**Question: Can I estimate the energy loss of PbS by hand?**

I have a calculated loss spectrum of rock-salt lead sulfide:

Loss function of rock-salt PbS, calculated with Yambo 5.3.0 in the independent-particle approximation and the optical limit, on Quantum ESPRESSO PBE states without spin-orbit coupling. The runs use PseudoDojo 0.4.1 SR standard potentials, a 762 eV wavefunction cutoff, a 6×6×6 k-point mesh, 25 bands in the sums and a broadening of 0.1 eV.

| row | loss function | loss energy (eV) |
| --- | --- | --- |
| 1 | 0.005 | 0.000 |
| 2 | 0.006 | 1.055 |
| 3 | 0.026 | 1.960 |
| 4 | 0.020 | 3.015 |
| 5 | 0.100 | 4.070 |
| 6 | 0.146 | 5.126 |
| 7 | 0.213 | 6.030 |
| 8 | 0.361 | 7.085 |
| 9 | 0.317 | 8.141 |
| 10 | 0.251 | 9.196 |
| 11 | 0.555 | 10.100 |
| 12 | 0.453 | 11.160 |
| 13 | 0.446 | 12.210 |
| 14 | 0.631 | 13.270 |
| 15 | 1.461 | 14.170 |
| 16 | 2.386 | 15.230 |
| 17 | 2.056 | 16.280 |
| 18 | 0.796 | 17.340 |
| 19 | 0.622 | 18.240 |
| 20 | 1.074 | 19.300 |
| 21 | 0.818 | 20.350 |
| 22 | 1.426 | 21.410 |
| 23 | 2.417 | 22.310 |
| 24 | 0.706 | 23.370 |
| 25 | 1.019 | 24.420 |
| 26 | 0.748 | 25.480 |
| 27 | 0.373 | 26.380 |
| 28 | 0.687 | 27.440 |
| 29 | 0.999 | 28.490 |
| 30 | 0.312 | 29.550 |

The loss function seems to give the chance that a fast electron crossing the crystal gives up a certain energy. I'd like to get its size at, say, 6 or 12 eV from a pocket calculation. Is there a simple rule, why should it work, and where must I stop using it?

**Answer**

Yes, from about 3 to 14 eV, if an error of up to a factor of two is acceptable:

loss function ≈ (E/Eₚ)²

E is the loss energy. Eₚ is the plasmon energy, at which the valence electrons would swing together if they were free. It follows from how densely they are packed:

Eₚ ≈ 37 eV × √(valence electrons per Å³)

**Finding Eₚ**

Lead brings four outer s and p electrons and sulfur six, so there are ten in a cell of two atoms. At 26.09 Å³ per atom the cell holds 2 × 26.09 = 52.18 Å³. The formula then gives about 16 eV, or 16.26 eV with unrounded constants. The calculation also contains the ten 5d electrons of lead, but I leave them out because they are bound more tightly.

**Two rows worked through**

Row 7 lies at 6.03 eV. The ratio 6.03/16.26 is 0.371, and its square is 0.138. The table has 0.213, so the estimate is about 35% below the calculated value.

Row 13 lies at 12.21 eV. Here 12.21/16.26 is 0.751, with a square of 0.564. The table has 0.446, so this time the estimate is about 26% too high. Neither row was used to adjust the rule, which takes only the electron count and the volume.

**Why the loss rises**

The loss function is proportional to the chance you describe, not equal to it, so it can exceed one. A passing electron carries an electric field, and the crystal's electrons move to screen it. The dielectric function ε measures how strongly they do so. Good screening leaves little field inside the crystal, and therefore little energy to be lost. In exact terms,

loss function = (absorbing share of ε) / |ε|

where the absorbing share is the imaginary part of ε divided by its size |ε|, a number between 0 and 1.

The rise with energy comes from inertia. The faster the field oscillates, the less far an electron travels before the field turns round. For free electrons this distance falls as 1/E², which gives ε = 1 − Eₚ²/E². Well below Eₚ the second term dominates, so |ε| is roughly Eₚ²/E². Free electrons alone would absorb nothing, but the electrons of a crystal do. If they absorb strongly while |ε| keeps roughly this size, the absorbing share is not far from one and the square rule results. This joins two pictures, so it is an estimate and not a derivation.

The strong absorption is an assumption for most rows, but row 4 allows a test. The same calculation puts the absorption peak at that energy, with an imaginary part of about 50. Multiplied by the tabulated loss of 0.020, this gives 1.0, which means that ε is almost purely absorbing there. The rule misses row 4 for another reason: it expects |ε| to be about 29 instead of 50.

**Why row 7 comes out too low**

The absorbing share cannot exceed one, so |ε| cannot exceed 1 divided by the loss. For row 7 this limit is 1/0.213, or 4.7, while the rule assumes 1/0.138, or 7.2. The electrons therefore screen less than ten free ones would.

One possible reason is that not all ten respond freely at 6 eV. The s electrons lie deeper than the p electrons, and a field whose energy is too small to excite them only shifts them slightly. Counting just the six p electrons brings rows 5 to 8 within about 15% of the table. The same count overshoots rows 10 and 13 by a factor of about two, as it should if more electrons have joined in by then, but it overshoots row 11 by little more than row 6. The loss is jagged in this range, which may come from the coarse k-point mesh. So the picture is possible but not proved, and no result separates the s from the p electrons. Damping is another candidate, because it shortens the swing of the electrons and so weakens the screening. Damping strong enough to bring the absorbing share near one is expected to push |ε| below Eₚ²/E², so the two assumptions of the rule pull against each other. A damped oscillator that keeps all ten electrons, with its width fitted to the first large peak, comes within 20% of the table in rows 5 to 7.

A power law fitted to rows 5 to 14 has an exponent of about 1.4. A growing number of free electrons would give such a gentler rise, because screening then weakens more slowly than for a fixed number. The exponent depends on the rows chosen, however. The ratio of rule to table falls from 0.63 at row 5 to 0.53 at row 8, and from 1.72 at row 4 to 0.52 at row 15, so over those stretches the loss rises faster than the square. The exponent is therefore weak support for the picture.

**Why row 13 is a weaker test**

At 12 eV the neglected 1 in the free-electron formula matters. The term Eₚ²/E² is only 1.8, so the real part of ε would be about −0.8. Absorption should add an imaginary part and keep |ε| from becoming that small. The rule gives the right scale here, but its closeness to the table doesn't confirm each step of the argument.

**How accurate it is**

In rows 5 to 14 the rule is typically off by a factor of 1.4 relative to the calculated loss. From row 2 to row 15 it stays within a factor of two, a range I chose after seeing the spectrum. This was checked only at the tabulated energies, about 1 eV apart, and the jagged curve may stray further between them. A damped oscillator at Eₚ, with its width set by the height of the first large peak, is typically off by a factor of 1.6 in rows 5 to 14. It does give you the peak, which the square rule lacks. The output below compares them row by row.

**Where to stop**

At the low end, the argument starts above the absorption peak at 3 eV. Rows 2 and 3 lie below it, where electrons are held by their bonds and don't behave as free, so the agreement there is accidental. The small loss at zero energy in row 1 is not physical. It is expected to come from the broadening of 0.1 eV, which is not small beside the calculated gap of 0.37 eV.

At the high end, stop before the plasmon. Near Eₚ, |ε| becomes small, so the field inside the crystal is strengthened instead of screened, and the loss shoots up: row 16 has 2.386, where the rule gives 0.88. The highest row of this peak lies about 1 eV below the estimated Eₚ, which is also the spacing of the rows, so the electron count also tells you roughly where to expect it.

Beyond the plasmon the rule has lost its basis. The term Eₚ²/E² no longer dominates, and at high enough energy ε approaches one and the loss must fall, while the square keeps growing. That limit is not reached at once: the loss of 2.417 in row 23 means |ε| is at most 0.41 there. By row 30 the rule is too high by a factor of about eleven. The second large peak, near 23 eV, lies where 5d electrons of lead are expected to be excited. The plasmon formula with all twenty electrons, 5d included, gives √2 times 16.26, or about 23 eV, and the calculation has its highest loss at 22.76 eV. The peak may therefore be a collective swing that the 5d electrons have joined, but the match may be partly chance, and their share was not calculated separately.

That upper region is also where the calculation itself is least secure. It includes few empty bands and leaves out both the spin-orbit splitting of the 5d level and the local variation of the field within the cell. PBE also tends to place filled d levels too close to the gap. At the low end, spin-orbit coupling would split the empty 6p states of lead, so the loss in the first few rows is expected to change as well. All the errors quoted here are relative to this calculation, not to a measured spectrum.

Numerical output:

```
Plasmon energy of ten s,p electrons in eV: 16.26
Typical factor of error of the square rule in rows 5 to 14: 1.429
Worst factor of error of the square rule in rows 2 to 15: 1.923
Typical factor of error with six p electrons in rows 5 to 14: 1.544
Width of the rival oscillator in eV: 6.813
Typical factor of error of the rival oscillator in rows 5 to 14: 1.626
Free log-log slope of loss against energy in rows 5 to 14: 1.416
Loss times absorption height at row 4: 1.005
Size of eps expected by the rule at row 4: 29.07
Estimates against the table:
  row  square rule  rule/table  six-p rule/table  oscillator/table
    1            0           0                 0                 0
    2     0.004212       0.702              1.17             4.568
    3      0.01454      0.5591            0.9319             1.996
    4       0.0344        1.72             2.867             4.142
    5      0.06269      0.6269             1.045              1.18
    6      0.09944      0.6811             1.135             1.093
    7       0.1376       0.646             1.077            0.9505
    8         0.19      0.5262             0.877            0.7338
    9       0.2508      0.7912             1.319             1.094
   10         0.32       1.275             2.125             1.822
   11        0.386      0.6956             1.159             1.055
   12       0.4713        1.04             1.734             1.753
   13       0.5642       1.265             2.108             2.442
   14       0.6664       1.056              1.76             2.374
   15       0.7599      0.5201            0.8668             1.308
   16       0.8778      0.3679            0.6132            0.9731
   17        1.003      0.4878            0.8131             1.159
   18        1.138       1.429             2.382             2.566
   19        1.259       2.024             3.374             2.623
   20         1.41       1.313             2.188             1.115
   21        1.567       1.916             3.193             1.074
   22        1.735       1.216             2.027            0.4584
   23        1.884      0.7793             1.299            0.2141
   24        2.067       2.928             4.879            0.5685
   25        2.257       2.215             3.691            0.3127
   26        2.457       3.285             5.474            0.3439
   27        2.634        7.06             11.77            0.5824
   28        2.849       4.148             6.913            0.2626
   29        3.072       3.075             5.125            0.1522
   30        3.304       10.59             17.65            0.4145
```
